## Appendix: two-band circuit of an interface trap, with numbers for InSb/oxide at 77 K

**Conventions.** $N$ traps per cm² lie at $E_T$ (degeneracy absorbed in $E_T$) with occupancy $f$. The surface densities $n_s,p_s$ are non-degenerate, $c_{n,p}=\sigma_{n,p}\bar v_{n,p}$ with $\bar v$ the mean thermal speed, and $n_1,p_1$ are the densities for $E_F=E_T$. The bias point is dark equilibrium, so $n_sp_s=n_1p_1=n_i^2$. The substrate is n-type. Assumed inputs are $\sigma_n=\sigma_p=\sigma=10^{-16}$ cm² and a flat $D_{it}=10^{11}$ cm⁻²eV⁻¹; all times and conductances below are this model's.

### Estimate by hand

Near a band edge a trap talks quickly to one band. It should be slowest near midgap, where both densities are about $n_i$, so $\tau\sim1/\sigma vn_i$. With $E_g\approx0.24$ eV and $kT\approx1/150$ eV, $E_g/2kT\approx18$. Light electrons and heavy holes suggest $N_c\sim10^{16}$ and $N_v\sim10^{18}$ cm⁻³, so $n_i\sim10^{17}e^{-18}=1.5\times10^9$ cm⁻³. With $v\sim10^7$ cm/s the rate is 1.5 s⁻¹ and $\tau\sim0.67$ s.

The $D_{it}kT$ states near midgap each pass about one pair per $\tau$ when the quasi-Fermi levels split by $kT$. Current over voltage gives $G\sim q^2D_{it}/\tau$. With $C_{it}=q^2D_{it}=16$ nF/cm², $G\sim2.4\times10^{-8}$ S/cm².

### Careful calculation

**Circuit.** Define a trap Fermi level by $f=[1+e^{(E_T-F_T)/kT}]^{-1}$. With band quasi-Fermi levels $F_n,F_p$, the net capture rates are
$$r_n=Nc_n[n_s(1-f)-n_1f]=Nc_nn_s(1-f)\,[1-e^{(F_T-F_n)/kT}],$$
$$r_p=Nc_p[p_sf-p_1(1-f)]=Nc_pp_sf\,[1-e^{(F_p-F_T)/kT}].$$
Set $v_j=-\delta F_j/q$ and $\delta E_T=-q\,\delta\psi_s$. Linearising, the currents into the trap are $-qr_n=G_n(v_n-v_T)$ and $qr_p=G_p(v_p-v_T)$, and its charge changes by $-qN\delta f=C_T(v_T-\delta\psi_s)$, with
$$C_T=\frac{q^2Nf(1-f)}{kT},\quad G_n=\frac{q^2Nc_nn_s(1-f)}{kT},\quad G_p=\frac{q^2Nc_pp_sf}{kT}.\tag{A1}$$
The level is a node tied to the bands by $G_n,G_p$ and to the surface potential by $C_T$. Since $f=n_s/(n_s+n_1)$ and $1-f=p_s/(p_s+p_1)$,
$$\frac1\tau=\frac{G_n+G_p}{C_T}=c_n(n_s+n_1)+c_p(p_s+p_1).\tag{A2}$$
Eliminating $v_T$ (time dependence $e^{j\omega t}$) leaves three admittances,
$$Y_{n\psi}=\frac{G_n}{G_n+G_p}\frac{j\omega C_T}{1+j\omega\tau},\quad Y_{p\psi}=\frac{G_p}{G_n+G_p}\frac{j\omega C_T}{1+j\omega\tau},\quad Y_{np}=\frac{G_nG_p}{G_n+G_p}\frac{1}{1+j\omega\tau}.\tag{A3}$$
In depletion $G_n\gg G_p$ for levels near $E_F$, and $Y_{n\psi}$ is the familiar series RC branch. In inversion $Y_{p\psi}$ takes over, in parallel with the inversion-layer capacitance. $Y_{np}$ feeds that layer, and equals $G_nG_p/(G_n+G_p)$ only for $\omega\tau\ll1$.

**Bound.** Let $r=n_i\sqrt{c_nc_p}$. Both $c_nn_s+c_pp_s$ and $c_nn_1+c_pp_1$ are sums of two terms with product $r^2$, so each is at least $2r$:
$$\tau\le\tau_{\max}=\frac{1}{4n_i\sqrt{c_nc_p}}\tag{A4}$$
for every level at every equilibrium bias. Write $c_nn_s=re^{u}$, $c_pp_s=re^{-u}$, so that $ukT$ is the height of $E_F$ above the crossover $c_nn_s=c_pp_s$. The level at $E_F$ has $\tau=\tau_{\max}/\cosh u$.

**Continuum.** The levels act in parallel. With $N\to D_{it}dE$, $|dE|=kT\,df/f(1-f)$ and $\omega\tau_{\max}\ll1$,
$$G_{np}=q^2D_{it}\int_0^1\frac{r\,df}{e^{u}(1-f)+e^{-u}f}=C_{it}\,r\,\frac{u}{\sinh u}.\tag{A5}$$

**Inputs.** Compiled 0 K values (Vurgaftman 2001) are $E_g=0.235$ eV, $m_e=0.0135\,m_0$ and $\gamma_{1,2,3}=34.8,\,15.5,\,16.5$. Approximate Varshni parameters, 0.32 meV/K and 170 K, give $E_g(77\,\mathrm K)=227.3$ meV. With $kT=6.635$ meV, $E_g/2kT=17.13$. The free-mass density is $N_0=2(2\pi m_0kT/h^2)^{3/2}=3.26\times10^{18}$ cm⁻³.

For electrons take $E(1+E/E_g)=\hbar^2k^2/2m_e$ and $a=kT/E_g=0.0292$. The density of states gains the factor
$$K=\frac{2}{\sqrt\pi}\int_0^\infty\sqrt{x(1+ax)}\,(1+2ax)\,e^{-x}dx=1.11,$$
so $N_c=5.7\times10^{15}$ cm⁻³. Speed times density of states goes as $k^2$, hence $\bar v_n=\sqrt{8kT/\pi m_e}\,(1+2a)/K=4.5\times10^7$ cm/s.

For holes $m_0/m=\gamma_1\mp2[\gamma_2^2+3(\gamma_3^2-\gamma_2^2)s]^{1/2}$, with $s=\hat k_x^2\hat k_y^2+\hat k_y^2\hat k_z^2+\hat k_z^2\hat k_x^2$. The solid-angle averages of $(m/m_0)^{3/2}$ are 0.258 (heavy) and 0.0018 (light), so $N_v=8.5\times10^{17}$ cm⁻³. The heavy-hole density-of-states mass $0.405\,m_0$ defines $\bar v_p=8.6\times10^6$ cm/s. Light-hole capture, the spin-orbit band and the temperature drift of $m_e$ each change $r$ by a few per cent or less.

**Result.** $n_i=\sqrt{N_cN_v}\,e^{-E_g/2kT}=2.5\times10^9$ cm⁻³, $\sqrt{\bar v_n\bar v_p}=1.97\times10^7$ cm/s and $r=4.9$ s⁻¹. The crossover lies $\tfrac12kT\ln(N_vc_p/N_cc_n)=11$ meV above midgap.

| $\lvert u\rvert$ | $\lvert u\rvert kT$ (meV) | $\tau(E_F)$ (ms) | $G_{np}$ ($10^{-8}$ S/cm²) |
|---|---|---|---|
| 0 | 0 | 51 | 7.9 |
| 4 | 27 | 1.9 | 1.2 |
| 8 | 53 | 0.034 | 0.042 |

Positive $u$ is the depletion side and negative $u$ the inversion side. Equation (A5) holds well below $1/2\pi\tau_{\max}=3.1$ Hz.

### Why the two differ

The estimate overshoots $\tau_{\max}$ by $4\times1.97\times1.67=13$ and undershoots the peak $G_{np}$ by $1.97\times1.67=3.3$.

*Channel count, 4.* A disturbed occupancy relaxes by capture and emission of electrons and of holes. At the crossover, for the level at $E_F$, the four terms of (A2) each equal $r$, and the estimate kept one.

*Speed, 1.97.* The light electron is 4.5 times faster than the assumed $10^7$ cm/s and the hole somewhat slower. Only the geometric mean enters, because the crossover moves until the two capture rates match.

*Intrinsic density, $2.5/1.5=1.67$.* The exponent, 18 against 17.13, supplies 2.4, mostly from a gap rounded 13 meV too high. The prefactor, $7\times10^{16}$ cm⁻³ against $10^{17}$, takes back 0.7.

The factor 4 is absent from $G_{np}$ through a cancellation. At $u=0$ each level gives $G_nG_p/(G_n+G_p)=C_Tr$. For the level at $E_F$ this is $q^2Nr/4kT$, a quarter of the $q^2Nr/kT$ that the estimate assigns to each level, but $f(1-f)$ has height 1/4 and area $kT$, so the effective window is $4kT$ wide, four times the one assumed.

The careful numbers remain conditional. They scale with $\sqrt{\sigma_n\sigma_p}$, and 5 meV in $E_g$ moves $n_i$ by a factor 1.5. Surface-potential fluctuations would smear the peak in $u$. Bulk centres shunt $G_{np}$: the same series formula, with $N\to N_tw$ ($N_t$ per cm³) and $N_tc=1/\tau_0$, gives $q^2n_iw/4kT\tau_0$ for a layer of width $w$ around their crossover. Illustrative values $w=0.1$ µm and $\tau_0=1$ µs give $1.5\times10^{-7}$ S/cm², about twice the interface peak. InSb junctions at 77 K typically have zero-bias resistance-area products of order $10^6$ Ω cm², so the model's $1/G_{np}=1.3\times10^7$ Ω cm², the interface share alone, is likely high by roughly a factor of ten for a whole device.